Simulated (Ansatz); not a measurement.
# A correction line for HF/def2-TZVPP: vertical ionisation energy

The vertical ionisation energy (cation less neutral) in eV of 8 molecular compounds of Cd: x at HF/def2-TZVPP, y at CCSD(T)/def2-TZVPP. Shapes, held fixed at every level: PBE0-D4/def2-TZVP. Programs: Ansatz 0.2.0.

```
                                 molecule  x (eV)  y (eV)
        C3H9CdNS (SMILES C[S][Cd][N](C)C)    6.07    7.48
       C4H10Cd (SMILES [CH3][Cd][CH](C)C)    7.03    8.18
                              Cd(NH2)(OH)    7.77    9.32
           CH3CdClS (SMILES C[S][Cd][Cl])    7.91       ?
                                Cd(NH2)Cl    8.00    9.58
                                  Cd(OH)2    8.87   10.62
CdSi2H6O2 (SMILES [SiH3][O][Cd][O][SiH3])    9.33   10.64
                 CdF2 (SMILES [F][Cd][F])   11.38   13.18
```

Q: Fit y = c + s·x to the known rows and predict y for CH3CdClS.

A: 
1. Means of the 7 rows: x = 8.3500, y = 9.857.
2. Σ(Δx)² = 17.811, Σ(Δx·Δy) = 19.274, so the slope is 19.274/17.811 = 1.0821.
3. Intercept: 9.857 − (1.0821) × 8.3500 = 0.821. The largest residual of the fit is 0.28.
4. CH3CdClS: 0.821 + 1.0821 × 7.91 = 9.38 eV.

CCSD(T)/def2-TZVPP gives 9.02 eV, so the prediction is off by +0.36 eV, more than the largest residual. Uncorrected, HF/def2-TZVPP misses it by -1.11 eV, and the other rows by 1.51 on average. The line overshoots: the miss goes from -1.11 to +0.36. Left out in turn, the other rows are missed by 0.20 eV on average, so much of the error is systematic among these molecules. Cations run unrestricted. For atoms past krypton def2 sets carry core potentials with scalar relativity. Outer-core shells of Cd are correlated, in sets that cover them unevenly.

Hartree–Fock places every ionisation energy too low because the neutral molecule, with one more electron, has more correlation energy to lose than the cation. Orbital relaxation is already contained in the energy difference, so it can't account for the gap. The shortfall tends to grow with the ionisation energy, as expected when the hole moves into compact N, O or F 2p lone pairs, but the dialkyl and the siloxide break this order with smaller shifts. In the siloxide, the hole probably spreads onto the silyl groups.

CH3CdClS most likely ionises from a sulfur 3p lone pair, which is more diffuse and loses less pair correlation. That would explain why its raw error of -1.11 eV is below the 1.51 eV average and why the line overcorrects. The one fitted molecule containing sulfur also has an amide nitrogen competing for the hole, so it may not represent this case. The line does help here, but the HF energy alone doesn't encode the character of the ionised orbital.
